**Morse shape test and level-to-level gaps for the CaPb⁺ potential curve**

The table holds energies of ²Π CaPb⁺ relative to Ca⁺ and Pb at eight bond lengths, from PySCF with def2-SVP and a core potential, without spin-orbit coupling, at PBEsol and B97-3 (unrestricted) and HF, MP2 and CCSD (restricted open-shell reference). The program fits a Morse curve to all rows of each column, once with the asymptote held at the atoms and once with it free, tests each column as a constant shift from CCSD, and compares both Morse forms with energies of the same runs at 5.08 Å. With the asymptote held, CCSD fits to 0.0009 eV rms and HF only to 0.0143 eV; the free asymptote lies above the atoms for HF and MP2 and below for the functionals, and only its sign is meaningful. HF parallels CCSD at a shift of 0.77 eV, the MP2 share of that shift falls from 89 to 79 %, and the functionals lie 0.5 to 0.9 eV below CCSD. At 5.08 Å HF is 0.53 eV above the atoms and the functionals about 0.8 eV below.

Energy of CaPb⁺ (doublet, one unpaired π electron, occupation held) relative to separated high-spin Ca⁺ and Pb at the same level, computed with PySCF 2.14.0 using def2-SVP, a core potential on Pb and no spin-orbit coupling. PBEsol and B97-3 are unrestricted; HF is restricted open-shell and serves as the reference for MP2 and CCSD, which use frozen cores.

## The fit in Python

```python
# Table: CaPb+ (2Pi) energy vs bond length, eV from separated atoms; PySCF, def2-SVP/ECP, no spin-orbit;
# PBEsol, B97-3 (UKS), HF, MP2, CCSD (ROHF). Tested: Morse with asymptote held at the atoms or free,
# constant shift from CCSD, and both Morse forms against long-range outputs of the same runs.
T = {
    'r': [2.951, 3.082, 3.181, 3.279, 3.377, 3.509, 3.672, 3.869],  # Å
    'pbesol': [-1.664, -1.776, -1.808, -1.806, -1.779, -1.717, -1.612, -1.468],  # eV
    'b97_3': [-1.446, -1.593, -1.65, -1.672, -1.669, -1.636, -1.566, -1.46],  # eV
    'hf': [0.005, -0.192, -0.28, -0.33, -0.351, -0.344, -0.298, -0.207],  # eV
    'mp2': [-0.685, -0.867, -0.946, -0.988, -1.001, -0.985, -0.927, -0.822],  # eV
    'ccsd': [-0.772, -0.961, -1.047, -1.097, -1.118, -1.114, -1.071, -0.985],  # eV
    't1': [0.024, 0.024, 0.024, 0.024, 0.024, 0.025, 0.026, 0.028],
}
import numpy as np
from scipy.optimize import curve_fit
from scipy.constants import physical_constants as pc
Eh = pc['Hartree energy in eV'][0]; a0 = pc['Bohr radius'][0]*1e10
r = np.array(T['r'], float); K = ['pbesol', 'b97_3', 'ccsd', 'mp2', 'hf']
E = {k: np.array(T[k], float) for k in K}; t1 = np.array(T['t1'], float)
smax = max(np.abs(np.diff(E[k])/np.diff(r)).max() for k in K)
print(f"rounding floor: 0.0005 eV per entry, 0.001 per difference; r rounding adds up to {smax*5e-4:.4f} eV")
print("r/A  MP2-HF CCSD-HF share% CCSD-MP2 PBEsol-CCSD B97-CCSD PBEsol-B97 (eV)  T1")
share = (E['mp2']-E['hf'])/(E['ccsd']-E['hf'])
for i in range(len(r)):
    g = lambda x, y: E[x][i]-E[y][i]
    print(f"{r[i]:.3f} {g('mp2','hf'):.3f} {g('ccsd','hf'):.3f} {100*share[i]:.1f} {g('ccsd','mp2'):.3f} "
          f"{g('pbesol','ccsd'):.3f} {g('b97_3','ccsd'):.3f} {g('pbesol','b97_3'):.3f} {t1[i]:.3f}")
print("constant shift from CCSD: mean, spread max-min, worst residual (eV); ratio of lowest rows")
for k in K:
    if k == 'ccsd': continue
    d = E[k]-E['ccsd']; res = d-d.mean(); j = np.abs(res).argmax()
    print(f" {k}: {d.mean():+.3f} {np.ptp(d):.3f} {res[j]:+.3f} at {r[j]:.3f} A; {E[k].min()/E['ccsd'].min():.2f}")
m4 = lambda x, D, a, re, C: C+D*((1-np.exp(-a*(x-re)))**2-1)
m3 = lambda x, D, a, re: m4(x, D, a, re, 0.0)
def f4(x, y):
    return curve_fit(m4, x, y, [1.2, 1.0, x[y.argmin()], y.min()+1.2], maxfev=50000)[0]
P3, P4, R3 = {}, {}, {}
print("Morse, asymptote = atoms: D/eV a/A^-1 re/A k/(eV/A^2) rms, worst residual (fit-table, eV)")
for k in K:
    p = curve_fit(m3, r, E[k], [-E[k].min(), 1.0, r[E[k].argmin()]], maxfev=50000)[0]
    res = m3(r, *p)-E[k]; j = np.abs(res).argmax(); P3[k] = p; R3[k] = np.sqrt(np.mean(res**2))
    print(f" {k}: {p[0]:.3f} {p[1]:.3f} {p[2]:.3f} {2*p[0]*p[1]**2:.2f} {R3[k]:.4f} {res[j]:+.4f} at {r[j]:.3f} A")
print("Morse, free asymptote: Emin/eV re/A k/(eV/A^2) C/eV [C without first, last row] rms/eV")
for k in K:
    p = f4(r, E[k]); P4[k] = p; res = m4(r, *p)-E[k]
    c1, c2 = f4(r[1:], E[k][1:])[3], f4(r[:-1], E[k][:-1])[3]
    print(f" {k}: {p[3]-p[0]:.3f} {p[2]:.3f} {2*p[0]*p[1]**2:.2f} {p[3]:+.2f} [{c1:+.2f}, {c2:+.2f}] "
          f"{np.sqrt(np.mean(res**2)):.4f}")
# Further outputs of the same runs (not in the table): totals in Eh at 4.525 and 5.0824 A, two atoms,
# Ca Mulliken charge at 3.279 and 5.0824 A, <S^2> at 2.951, 3.869, 5.0824 A
X = {'pbesol': ([-868.855614, -868.846433], [-676.168652, -192.649206], [0.60234, 0.6392], [0.75796, 0.81724, 1.215178]),
     'b97_3': ([-870.071869, -870.062775], [-677.166021, -192.86609], [0.61233, 0.61996], [0.76342, 0.8279, 1.166533]),
     'hf': ([-868.294368, -868.282189], [-676.471962, -191.829677], [0.72331, 0.43992], [0.75, 0.75, 0.75])}
rl = 5.0824; L = {}
print("long range (eV): E(4.525), E(5.082) | Morse C=0, Morse free C at 5.082 | Ca charge 3.279 -> 5.082")
for k, (e, at, q, s) in X.items():
    L[k] = (np.array(e)-sum(at))*Eh
    print(f" {k}: {L[k][0]:+.3f} {L[k][1]:+.3f} | {m3(rl,*P3[k]):+.3f} {m4(rl,*P4[k]):+.3f} | {q[0]:.2f} -> {q[1]:.2f} e")
print(f" ccsd (no output there): Morse C=0 {m3(rl,*P3['ccsd']):+.3f}, free C {m4(rl,*P4['ccsd']):+.3f}")
print("quartet weight (S2-0.75)/3 in % at 2.951, 3.869, 5.082 A (fully broken pair: 33.3)")
for k in ['pbesol', 'b97_3']:
    print(f" {k}: " + " ".join(f"{100*(s-0.75)/3:.1f}" for s in X[k][3]))
alpha = 47.0  # Pb polarisability in bohr^3, rough recalled value
print(f"ion-induced dipole at 5.082 A, order of magnitude only: {-alpha/(2*(rl/a0)**4)*Eh:.2f} eV")
print(f"spread of lowest rows over levels: {E['hf'].min()-E['pbesol'].min():.3f} eV; T1 rise {t1[-1]-t1[0]:.3f}")
assert np.all(np.maximum(E['pbesol'], E['b97_3']) < E['ccsd']) and np.all(E['ccsd'] < E['mp2']) and np.all(E['mp2'] < E['hf'])
assert np.ptp(E['ccsd']-E['hf']) < 0.02 and np.all(np.diff(share) < 0)
assert R3['hf'] > R3['ccsd'] and P4['hf'][3] > 0.2
assert L['hf'][1] > 0 and L['pbesol'][1] < -0.5 and L['b97_3'][1] < -0.5
```

It prints:

```
rounding floor: 0.0005 eV per entry, 0.001 per difference; r rounding adds up to 0.0008 eV
r/A  MP2-HF CCSD-HF share% CCSD-MP2 PBEsol-CCSD B97-CCSD PBEsol-B97 (eV)  T1
2.951 -0.690 -0.777 88.8 -0.087 -0.892 -0.674 -0.218 0.024
3.082 -0.675 -0.769 87.8 -0.094 -0.815 -0.632 -0.183 0.024
3.181 -0.666 -0.767 86.8 -0.101 -0.761 -0.603 -0.158 0.024
3.279 -0.658 -0.767 85.8 -0.109 -0.709 -0.575 -0.134 0.024
3.377 -0.650 -0.767 84.7 -0.117 -0.661 -0.551 -0.110 0.024
3.509 -0.641 -0.770 83.2 -0.129 -0.603 -0.522 -0.081 0.025
3.672 -0.629 -0.773 81.4 -0.144 -0.541 -0.495 -0.046 0.026
3.869 -0.615 -0.778 79.0 -0.163 -0.483 -0.475 -0.008 0.028
constant shift from CCSD: mean, spread max-min, worst residual (eV); ratio of lowest rows
 pbesol: -0.683 0.409 -0.209 at 2.951 A; 1.62
 b97_3: -0.566 0.199 -0.108 at 2.951 A; 1.50
 mp2: +0.118 0.076 +0.045 at 3.869 A; 0.90
 hf: +0.771 0.011 +0.007 at 3.869 A; 0.31
Morse, asymptote = atoms: D/eV a/A^-1 re/A k/(eV/A^2) rms, worst residual (fit-table, eV)
 pbesol: 1.809 0.894 3.228 2.89 0.0023 +0.0035 at 3.869 A
 b97_3: 1.674 0.829 3.327 2.30 0.0039 +0.0057 at 3.869 A
 ccsd: 1.120 0.945 3.420 2.00 0.0009 -0.0014 at 3.869 A
 mp2: 0.999 1.068 3.369 2.28 0.0038 -0.0063 at 3.869 A
 hf: 0.340 1.652 3.376 1.85 0.0143 -0.0273 at 3.869 A
Morse, free asymptote: Emin/eV re/A k/(eV/A^2) C/eV [C without first, last row] rms/eV
 pbesol: -1.810 3.222 3.02 -0.30 [-0.31, -0.28] 0.0003
 b97_3: -1.673 3.313 2.37 -0.54 [-0.55, -0.53] 0.0001
 ccsd: -1.121 3.423 2.01 +0.10 [+0.16, +0.05] 0.0003
 mp2: -1.002 3.382 2.29 +0.44 [+0.53, +0.35] 0.0004
 hf: -0.353 3.415 2.12 +0.87 [+0.95, +0.78] 0.0005
long range (eV): E(4.525), E(5.082) | Morse C=0, Morse free C at 5.082 | Ca charge 3.279 -> 5.082
 pbesol: -1.027 -0.778 | -0.623 -0.734 | 0.60 -> 0.64 e
 b97_3: -1.082 -0.834 | -0.690 -0.881 | 0.61 -> 0.62 e
 hf: +0.198 +0.529 | -0.039 +0.406 | 0.72 -> 0.44 e
 ccsd (no output there): Morse C=0 -0.418, free C -0.380
quartet weight (S2-0.75)/3 in % at 2.951, 3.869, 5.082 A (fully broken pair: 33.3)
 pbesol: 0.3 2.2 15.5
 b97_3: 0.4 2.6 13.9
ion-induced dipole at 5.082 A, order of magnitude only: -0.08 eV
spread of lowest rows over levels: 1.457 eV; T1 rise 0.004
```
